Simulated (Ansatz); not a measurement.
## Electron–phonon coupling and T_c of YSi₂ — Ansatz, plane waves and PAW

Space group P6/mmm (No. 191), 3 atoms in the cell of the first input below: a = 4.075 Å, b = 4.075 Å, c = 3.883 Å, α = 90.00°, β = 90.00°, γ = 120.00°.

The cell was built from a prototype of a structure type listed for this compound, relaxed without spin–orbit coupling to zero pressure (pressure 0.0 GPa with this functional, without spin–orbit coupling). Functional: PBEsol.

Input:

```yaml
crystal:
  lattice:
    - [4.0751285131, 0.0, 0.0]
    - [-2.0375642566, 3.529164816, 0.0]
    - [0.0, 0.0, 3.8832122622]
  atoms:
    - { symbol: "Y", position: [0.0, 0.0, 0.0] }
    - { symbol: Si, position: [0.3333333333, 0.6666666667, 0.5] }
    - { symbol: Si, position: [0.6666666667, 0.3333333333, 0.5] }
basis:
  ecutwfc: 420
  ecutrho_ratio: 4
kpoints:
  mp_grid: { grid: [10, 10, 10] }
hamiltonian:
  xc: pbesol
scf:
  occupations: { method: methfessel_paxton, width: 0.2 }
output: {}
phonons:
  supercell: [2, 2, 2]
  qpath:
    path:
      - [[0.0, 0.0, 0.0], [0.5, 0.0, 0.0], [0.33333333, 0.33333333, 0.0], [0.0, 0.0, 0.0], [0.0, 0.0, 0.5], [0.5, 0.0, 0.5], [0.33333333, 0.33333333, 0.5], [0.0, 0.0, 0.5]]
      - [[0.5, 0.0, 0.5], [0.5, 0.0, 0.0]]
      - [[0.33333333, 0.33333333, 0.5], [0.33333333, 0.33333333, 0.0]]
    npoints: 6
  electrical_resistivity: { mesh: [20, 20, 20], temperatures: [50, 100, 200, 300, 500] }
  superconductivity: { mesh: [20, 20, 20], eliashberg_equations: false }
```

```bash
ansatz run input.yaml --threads 8 --pin off --max-ram 15360MiB --backend cpu --events-out ev --progress --plain --runs-dir out
```

Time: 58 s on 8 threads of AMD EPYC 9R45 96-Core Processor (Zen 5), with other jobs on the host, peak memory 3.2 GiB.

On the finest mesh λ = 1.3247, ω_log = 12.508 meV, N(E_F) = 1.104 states per eV, spin and cell. λ by mesh: 20×20×20 1.325, 10×10×10 1.221, 5×5×5 1.047. ω_log by mesh: 12.51, 11.88, 10.10 meV.

Question: What T_c does McMillan's formula in the Allen–Dynes form give for μ* = 0.10?

Answer: T_c = (ω_log/1.2) exp[−1.04(1+λ)/(λ − μ*(1+0.62λ))] = (145.15 K/1.2) × exp(−2.4177/1.1426) = 14.58 K. λ still moved by 8 % between the two finest meshes, so T_c isn't settled to the digits shown. By mesh, finest first, the same formula gives 14.58, 12.61, 8.75 K.

```
  μ*  McMillan (K)  Allen–Dynes with strong-coupling factors (K)
0.08         15.56                                         17.73
0.10         14.58                                         16.40
0.12         13.60                                         15.13
0.13         13.11                                         14.52
0.14         12.62                                         13.91
0.16         11.65                                         12.75
0.20          9.76                                         10.53
```

Caveats: a λ over 1 leans on low phonons, which a supercell of eight cells or fewer samples poorly, so it can be far off; small supercell, couplings not converged in it; with so small a supercell and a typed μ*, T_c can miss a measured one by a factor of two or more; λ is not converged in the mesh, and T_c depends on it steeply.

The numbers put vacancy-free YSi₂ in the strong-coupling regime, where phonon attraction far outweighs the Coulomb term: T_c falls steadily with μ* but is still 9.76 K at μ* = 0.20. The strong-coupling factors raise T_c in every row, by less as the repulsion grows. With mesh refinement, λ and ω_log rise together, so both push T_c up. This suggests that the added coupling comes mainly from phonons above the logarithmic average, not from further weight in the softest modes.

Such a high T_c is at odds with experiment, as yttrium disilicide is not known as a superconductor in this range. A likely cause is the ideal cell: the real AlB₂-type phase is silicon-deficient. Electrons donated by yttrium partly fill antibonding π states of the full silicon honeycomb, and vacancies relieve this filling. They would also change the lattice vibrations and the states at the Fermi level, probably weakening the coupling. The result therefore doesn't support a prediction of superconductivity for the silicon-deficient compound.
